How much does the band gap of cubic boron nitride change when the crystal is squeezed or stretched, and can the change be estimated on the back of an envelope? A band gap is the energy needed to lift an electron from the highest filled level to an empty one. The levels on both sides of the gap belong to the bonds between boron and nitrogen. Squeezing shortens those bonds, so the gap has to respond, and the strength of the response depends on the kind of level involved.

Two atoms that form a bond turn their orbitals into a bonding level, which is filled, and an antibonding level, which is empty. The closer the atoms, the more their orbitals overlap and the further apart the two levels are pushed. Compression should therefore widen a gap of this kind, and expansion should narrow it. Part of the distance between the levels, however, has nothing to do with overlap: nitrogen holds its electrons more tightly than boron does, whatever the bond length. In the simplest model, that part dilutes the response.

Cubic boron nitride (F-43m, two atoms per cell) at uniformly scaled volumes, calculated with Ansatz 0.2.0 using all-electron LAPW and the PBE functional, scalar-relativistic and without spin polarization. The k mesh is 13×13×13, with Fermi-Dirac smearing of 0.03 eV and a basis error target of 1 meV/atom.

```csv
volume (Å³/atom),shortest distance (Å),band gap (eV),smallest direct gap on path (eV)
5.551,1.533,4.533,9.125
5.669,1.544,4.511,9.023
5.787,1.555,4.490,8.924
5.846,1.560,4.479,8.876
5.905,1.565,4.468,8.828
5.964,1.571,4.457,8.780
6.023,1.576,4.446,8.733
6.141,1.586,4.424,8.640
6.260,1.596,4.402,8.549
```

The table holds two gaps from density-functional calculations. The column "band gap" is the smallest energy between filled and empty levels, wherever in the crystal's set of electron waves they lie. The column "smallest direct gap on path" compares levels of the same wave pattern, which is what matters when light lifts the electron without help from lattice vibrations. Both gaps shrink at every step down the table, but over the whole range the direct gap loses 0.576 eV and the smallest gap only 0.131 eV.

**The compressed rows, 5.551 to 5.787 Å³ per atom**

In these rows the crystal is under pressure, about 30 GPa in the first. The direct gap is at its widest there, as the bonding picture demands. It belongs to the wave pattern called Γ, in which every cell of the crystal carries the same orbitals with the same sign. Both its filled upper edge and its empty lower edge are threefold levels, one for each direction of a p orbital.

Γ is a favourable place for a simple estimate because symmetry clears away most of the complications. A p orbital on boron has four nitrogen neighbours at the corners of a tetrahedron. If all four carry s orbitals of the same sign, their contributions to the coupling cancel. If they carry p orbitals pointing along the same direction, the contributions add up to a net coupling. Counting only s and p orbitals and nearest neighbours, what remains is a problem of two levels, boron 2p and nitrogen 2p. Second neighbours and d-like functions, which symmetry allows to mix in, are left out.

Let $A$ be the distance between these two atomic levels and $W$ the strength of their coupling. Two coupled levels end up a distance $E$ apart, with

$$E=\sqrt{A^2+4W^2}.$$

A standard estimate for such couplings is that $W$ falls as the inverse square of the bond length. The bond length grows as the cube root of the volume $V$, so $W^2$ falls as $V^{-4/3}$. If $A$ stays fixed, a small change of volume then gives

$$\frac{\Delta E}{E}\approx-\frac{2}{3}\left(1-\frac{A^2}{E^2}\right)\frac{\Delta V}{V}.$$

The bracket is the dilution described above. For two equal atoms it is one, and the model gap changes by two thirds of a percent for each percent of volume. The more of the gap that stems from the difference between the atoms, the smaller the bracket and the stiffer the model gap. This is a property of the model and not a law of covalent crystals. In diamond, and far more in silicon, the same gap at Γ is expected to respond more weakly than two thirds, although both atoms are alike.

Two inputs turn this into numbers. The first is a reference gap, taken from the middle row: 8.828 eV at 5.905 Å³ per atom. The second is $A$. Rough, recalled levels of the free atoms in this kind of calculation are −7.2 eV for nitrogen 2p and −3.7 eV for boron 2p, which makes $A$ about 3.5 eV.

The square of 3.5/8.828 is 0.16, so the bracket is 0.84 and two thirds of it is 0.56. The rule of thumb reads: one percent more volume lowers the direct gap by 0.56 percent, or about 0.05 eV. One percent less volume raises it by the same amount.

Now the first row can be estimated. Its volume of 5.551 Å³ per atom is 6.0 percent below the reference, so the gap should rise by 6.0 × 0.05 eV = 0.30 eV, to 9.13 eV. The calculation gives 9.125 eV. This row played no part in setting up the rule.

Agreement that close flatters the model. The square-root formula, evaluated in full instead of through its small-change version, comes out 0.02 eV too high in this row. The formula curves upward on compression, and the straight-line rule leaves that curvature out, which happens to offset the excess. A fair claim for the rule is an accuracy of a few hundredths of an electronvolt.

**The middle rows, 5.846 to 5.964 Å³ per atom**

Here the volume changes by one percent per row, so the rule can be read off directly. The direct gap drops by 0.048 eV at each of the two steps, close to the estimated 0.05 eV. The smallest gap drops by only 0.011 eV per step. The two gaps thus need separate rules, and the reason lies in where their levels sit.

Both gaps start from the same filled level, the threefold one at Γ. They differ only in the empty level at which they end. For the smallest gap this is a level at another wave pattern, called X, where the sign of the orbitals alternates through the crystal. The difference between the two columns is therefore the height of the empty Γ level above the empty X level.

That height shrinks from 9.125 − 4.533 = 4.592 eV in the first row to 8.549 − 4.402 = 4.147 eV in the last. Most of the fall of the direct gap is thus a sinking of the empty Γ level relative to the one at X. The level at X follows the filled edge much more closely when the bonds change length. A plausible reason is that theory places much of the empty X level in the open space between the atoms, so that it is less of an antibonding partner to the filled edge, but the gaps alone don't test this.

For the smallest gap the practical rule is then an empirical one, and it belongs to this crystal alone: in silicon the gap that ends near X is known to move the other way and to narrow under compression. Its slope comes from the first and last rows: 0.131 eV spread over 12 percent of volume is 0.011 eV per percent. Drawn through the middle row, this straight line meets every value to about 0.001 eV. Since the end rows set the slope, that is the quality of an interpolation and not the success of a theory.

It would be tempting to use the two-level formula here as well. Put on the smallest gap with the same $A$, it stays within 0.01 eV of all rows, although its derivation doesn't apply to levels of two different wave patterns. This good match without a reason is a warning for the direct gap too. There the formula has a derivation behind it, but the numbers by themselves don't confirm the mechanism.

**The expanded rows, 6.023 to 6.260 Å³ per atom**

In these rows the crystal is pulled apart evenly from all sides. The last row is the second worked case. Its volume is 6.0 percent above the reference, so the rule lowers the direct gap by 0.30 eV, to 8.53 eV. The calculation gives 8.549 eV, and this row was not used to set up the rule either.

The miss of 0.02 eV is the largest in the table, and it amounts to about 7 percent of the shift being estimated. It has two sources of about equal size. As the bonds lengthen, the coupling weakens more and more slowly, so the gap falls less with each further percent of volume, and a straight line doesn't know this. The rule is also slightly too steep from the start: it takes off 0.0496 eV per percent, where the middle rows show 0.048 eV.

How much does the atomic difference $A$ matter? With $A$ set to zero, so that the whole gap scales as the inverse square of the bond length, the largest miss of the full formula grows to 0.07 eV. With $A$ at 5 eV, as other sets of atomic levels would suggest, it is 0.05 eV. The value of 3.5 eV does better than both, with 0.02 eV, but this ranking holds only while the inverse square is taken as exact. The table fixes little more than one slope, and a coupling that falls somewhat more slowly would be expected to give that slope with no atomic difference at all. The inverse square is indeed rough. The two single levels at Γ, the filled and the empty one of mainly s character, form a pair of the same kind, and their distance falls from 32.33 to 29.00 eV across the table. That is about 0.9 percent per percent of volume, more than the two thirds the model allows. Even so, $A$ shouldn't be read as a measured property of the crystal, nor as strictly fixed: the distance between the boron and nitrogen 1s levels shrinks from 202.69 to 202.48 eV across the table, so the two sites do shift against each other as the volume changes.

The expanded end also shows where the rule must stop. Above the threefold empty level at Γ lies a single one, which theory assigns mainly to s orbitals. In the first row it is 2.25 eV higher, in the last row only 0.87 eV. It comes down faster on expansion, and once it has passed the threefold level, the direct gap at Γ will end at a different kind of state.

At the pace of the last step, the two levels would meet after roughly 8 percent more volume. That figure is a crude extrapolation, but the consequence is firm: beyond such a crossing, a rule built on the coupling of p orbitals describes the wrong level. Within the table the order of the two levels never changes, so the rule deals with the same kind of gap in all nine rows.

**Using the two rules**

The rules give shifts, and any error in the starting gap passes straight through. The functional used here makes gaps too small; the measured smallest gap of cubic boron nitride is, as a rough recalled value, somewhat above 6 eV. For a realistic estimate it is sensible to start from a measured gap and add only the calculated shift. This assumes that the functional's error changes little with volume, which is reasonable for small changes but isn't tested by a single level of theory.

A second limit appears when the volume changes through heating. The atoms in these calculations sit still on their sites, so the shifts describe the effect of bond length alone. In a warm crystal the vibrations of the atoms also move the levels, and that contribution has to be added separately. For compression at a fixed temperature the rules are on firmer ground, since the change in bond length is then the main event.
